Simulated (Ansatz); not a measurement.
# ScHO2: energy above lowest point against volume scale

All results are calculated (Ansatz 0.2.0). Free energy against uniform scaling of the volume at fixed shape and fractions; periodic cell, basis, potentials, k mesh and filling as listed.

The cell before it is scaled or strained (space group R-3m, No. 166):
```
ScHO2
1.0
      1.6220     0.9364     4.5460
     -1.6220     0.9364     4.5460
      0.0000    -1.8729     4.5460
Sc H O
1 1 2
Direct
  0.00000 0.00000 0.00000
  0.50000 0.50000 0.50000
  0.58970 0.58970 0.58970
  0.41030 0.41030 0.41030
```

Settings of every row: functional PBEsol; dispersion none; potentials PAW; wave cutoff 550 eV; density cutoff 2200 eV; k mesh 8x8x8; k shift 0x0x0; occupations fixed; smearing width 0 eV; spin none.

Limits: the cell comes from a prototype or a list of computed structures and needn't be the stable phase.

```csv
row,volume scale,V (Å³/atom),energy above lowest point (meV/atom)
1,0.9406,9.742,?
2,0.9703,10.05,0
3,1,10.357,8.9
4,1.0297,10.665,25.8
5,1.0594,10.973,49.5
```

Question: what energy above lowest point should row 1 give?

Worked fit of energy above lowest point. Take u = (V_r/V)^(2/3) − 1 with V_r = 10.511 Å³ an atom, which is twice the finite (Eulerian) strain; such expansions in the strain, on which the Birch-Murnaghan equation of state is built, carry the rest volume and the bulk modulus. The shown rows have u = 0.03035, 0.00989, -0.00965, -0.02827. Least squares give energy above lowest point = 16.43 − 866.8 × u + 10720 × u² meV/atom; a straight line predicts inner rows, each left out in turn, worse (root mean square 5.8 against 0.015 meV/atom). All shown rows lie on it to the printed digit. The withheld row has u = 0.05196, so the fit gives 16.43 − 866.8 × (0.05196) + 10720 × (0.05196)² = 0.3 meV/atom.

The calculation gave 0.5 meV/atom. The fit lies 0.2 meV/atom (40 % of the value, 0.4 % of the column's range) below it; its largest miss of a shown row is 0.0 meV/atom. This row lies beyond the range of the fit.
